When exact exchange corrects the empty levels of a semiconductor, does the height of a level alone decide how far it rises, or does the shape of its orbital matter as well? If height were enough, a single curve of rise against height would correct every empty level of AlN, and the simplest such curve is a straight line. Half of the empty levels below keep close to one such line. The other half fall below it.

ABINIT 10.8.3 plane-wave calculation of AlN (space group P6_3mc): PBE start levels and one-shot PBE0-1/3 corrected levels on the unchanged PBE orbitals. The run used SPMS NC PBE v1.0 pseudopotentials, a 789.13 eV wave cutoff and an unshifted 6×6×4 k mesh, without spin polarisation or spin–orbit coupling. Each column of levels counts from its own highest filled level.

| row | state k a (reciprocal cell vector) | state k b (reciprocal cell vector) | state k c (reciprocal cell vector) | state band | state start level (eV) | state corrected level (eV) |
| --- | --- | --- | --- | --- | --- | --- |
| 1 | 0.000 | 0.000 | 0.000 | top filled | 0.000 | 0.000 |
| 2 | 0.000 | 0.000 | 0.000 | first empty | 4.224 | 6.889 |
| 3 | 0.167 | 0.000 | 0.000 | top filled | -0.174 | -0.202 |
| 4 | 0.167 | 0.000 | 0.000 | first empty | 5.503 | 8.278 |
| 5 | 0.333 | 0.000 | 0.000 | top filled | -0.523 | -0.608 |
| 6 | 0.333 | 0.000 | 0.000 | first empty | 6.258 | 9.049 |
| 7 | 0.500 | 0.000 | 0.000 | top filled | -0.664 | -0.770 |
| 8 | 0.500 | 0.000 | 0.000 | first empty | 5.821 | 8.558 |
| 9 | 0.167 | 0.167 | 0.000 | top filled | -0.593 | -0.679 |
| 10 | 0.167 | 0.167 | 0.000 | first empty | 6.854 | 9.791 |
| 11 | 0.333 | 0.167 | 0.000 | top filled | -1.418 | -1.610 |
| 12 | 0.333 | 0.167 | 0.000 | first empty | 5.785 | 8.494 |
| 13 | 0.333 | 0.333 | 0.000 | top filled | -2.378 | -2.688 |
| 14 | 0.333 | 0.333 | 0.000 | first empty | 5.070 | 7.698 |
| 15 | 0.000 | 0.000 | 0.250 | top filled | -0.283 | -0.328 |
| 16 | 0.000 | 0.000 | 0.250 | first empty | 5.176 | 7.917 |
| 17 | 0.167 | 0.000 | 0.250 | top filled | -0.421 | -0.488 |
| 18 | 0.167 | 0.000 | 0.250 | first empty | 5.935 | 8.753 |
| 19 | 0.333 | 0.000 | 0.250 | top filled | -0.749 | -0.865 |
| 20 | 0.333 | 0.000 | 0.250 | first empty | 5.668 | 8.402 |
| 21 | 0.500 | 0.000 | 0.250 | top filled | -0.911 | -1.050 |
| 22 | 0.500 | 0.000 | 0.250 | first empty | 5.090 | 7.759 |
| 23 | 0.167 | 0.167 | 0.250 | top filled | -0.538 | -0.624 |
| 24 | 0.167 | 0.167 | 0.250 | first empty | 6.598 | 9.469 |
| 25 | 0.333 | 0.167 | 0.250 | top filled | -0.921 | -1.049 |
| 26 | 0.333 | 0.167 | 0.250 | first empty | 5.840 | 8.571 |
| 27 | 0.333 | 0.333 | 0.250 | top filled | -1.469 | -1.666 |
| 28 | 0.333 | 0.333 | 0.250 | first empty | 5.912 | 8.630 |
| 29 | 0.000 | 0.000 | 0.500 | top filled | -0.520 | -0.605 |
| 30 | 0.000 | 0.000 | 0.500 | first empty | 6.471 | 9.365 |
| 31 | 0.167 | 0.000 | 0.500 | top filled | -0.778 | -0.898 |
| 32 | 0.167 | 0.000 | 0.500 | first empty | 6.935 | 9.861 |

**Rows 1 and 2: the gap.** The start level is the PBE energy of a state, and the corrected level is its energy after a third of the PBE exchange has been replaced by exact exchange, with the orbitals left as they were. The difference between the two is called the rise here. For the lowest empty level it is 2.665 eV, which lifts the gap to 6.889 eV. That is too wide against a measured gap of roughly 6 eV (a rough recalled value), although the motion of the atoms, absent here, would narrow it by some tenths of an eV.

Both columns count from the top filled level of row 1, so every rise contains whatever that level itself has moved. This common part drops out when two empty levels are compared. The k mesh, which is a working choice and not a converged one, should also matter less in such comparisons. Its main error comes from the long-range part of exact exchange, which moves filled levels against empty ones.

What an empty level adds to the rise by its own motion comes from two different ways of describing exchange. The PBE potential attracts any electron wherever there is electron density, whether its orbital is filled or empty. Exact exchange attracts an empty orbital only through its products with the filled ones. Each such product has positive and negative regions that cancel in total, and this weakens the pull. An empty orbital far from all valence density would feel little of either, and would hardly move. One that sits in the dense cloud around nitrogen loses a strong attraction, gets only part of it back, and rises.

A uniform electron gas is the other useful limit. There the local potential is the same for every wave, while exact exchange weakens as a wave ripples faster than the filled ones. Higher levels therefore rise more, and energy alone fixes the amount. A conduction band that resembles free waves should come close to this behaviour.

**Rows 3 to 14: the first break.** The smooth rule is a straight line drawn through two states on the c axis, row 2 at its centre and row 30 at its end:

$$\text{rise} = 2.665\ \text{eV} + 0.102\,(E - 4.224\ \text{eV}),$$

where $E$ is the start level. The slope means that each eV of extra height brings about a tenth of an eV of extra rise. Rows 4 and 10, where state k a (the first component of the wave vector) is only 0.167, lie close to this line although they had no part in drawing it.

Row 14 does not. Its start level lies 0.846 eV above that of row 2, so the line gives $2.665 + 0.102 \times 0.846 = 2.751$ eV. The calculated rise is $7.698 - 5.070 = 2.628$ eV, about 0.12 eV less. This level rises even less than the lowest one, although it starts well above it. Rows 6, 8 and 12 fall short in the same way, by somewhat smaller amounts.

The start levels hint at why. From row 10 to row 14 the first empty level drops from 6.854 to 5.070 eV, where a free wave would have gone on climbing. The lowest empty levels form a second valley there, and in semiconductors of this family such outer valleys usually have more p character than the s-like bottom at the zone centre. These orbitals may keep less of their weight in the dense nitrogen cloud, and so have less PBE attraction to lose, or they may get more exact exchange in return. The energies alone do not reveal the orbital shapes and cannot decide between the two.

The break also shows in the spacing between the two valleys. The smooth rule would widen the spacing between rows 2 and 14 by nearly a tenth of an eV. The calculation instead takes it from 0.846 to 0.809 eV. A change of a few hundredths of an eV is not secure on this mesh, so the safer reading is that this correction leaves the spacing nearly as it was in PBE.

**Rows 15 to 28: the same break without a line.** With the levels one step up the c axis, two pairs can be formed that show the effect directly. Rows 18 and 28 start within 0.03 eV of each other, yet row 28 rises 0.10 eV less. Row 14 likewise rises 0.11 eV less than row 16, and only about a tenth of that difference can be put down to its lower start. Height alone therefore fails as an explanation. Since the correction is an average over each unchanged orbital, two levels of equal height can part only because their orbitals differ.

The eight empty levels that fall short are those with state k a of 0.333 or 0.500, and they miss the line by about 0.08 to 0.12 eV. The eight with smaller values stay within 0.04 eV of it, the two that define it included. The low group is not mere scatter: its lowest member, row 14, rises least and its highest, row 6, rises most. Height still counts far from the c axis, but from a lower base. The printed output gives the comparison with the line for both groups.

The filled levels depart much less from a simple rule. Exact exchange binds the deeper ones more strongly, as in the electron gas, and most of them sink by 14.5 to 16 per cent of their PBE depth below the filled edge. Rows 11, 13, 25 and 27 sink by only 13 to 14 per cent. The difference between the two groups comes to only some hundredths of an eV, too little to be secure on this mesh.

**Rows 29 to 32: back to the rule.** At the end of the c axis the empty levels are among the highest in the table, and they also rise among the most. Row 30 helps to define the line, but row 32 does not, and it falls within 0.02 eV of it. Great height thus does not spoil the rule; the different orbitals met farther from the axis do. The table lists no states far from the axis at this end, so whether the break goes on there is open. To judge the first empty level of AlN at another wave vector, ask first how far that wave vector lies from the c axis, and only then how high the level is. Higher bands are not in the table and may behave differently.

The analysis program printed:

```
Rise of the lowest empty level, row 2 (eV): 2.665
Smallest rise of an empty level (eV): 2.628
Largest rise of an empty level (eV): 2.937
Slope of the line through rows 2 and 30 (eV of rise per eV of PBE height): 0.1019
Number of empty rows near the c axis, both anchors included: 8
Number of empty rows farther out: 8
Near the c axis, lowest value less line (eV): -0.03594
Near the c axis, highest value less line (eV): 0.003967
Farther out, lowest value less line (eV): -0.1232
Farther out, highest value less line (eV): -0.07816
Row 14, value less line (eV): -0.1232
Row 28 less row 18, PBE height (eV): -0.023
Row 28 less row 18, rise (eV): -0.1
Row 14 less row 16, PBE height (eV): -0.106
Row 14 less row 16, rise (eV): -0.113
Row 14 above row 2 in PBE (eV): 0.846
Row 14 above row 2 after correction (eV): 0.809
Row 16 above row 2 in PBE (eV): 0.952
Row 16 above row 2 after correction (eV): 1.028
Rank correlation of empty levels before and after: 1
Filled rows 11 13 25 27, smallest deepening (%): 13.04
Filled rows 11 13 25 27, largest deepening (%): 13.9
Other filled rows, smallest deepening (%): 14.5
Other filled rows, largest deepening (%): 16.35
```
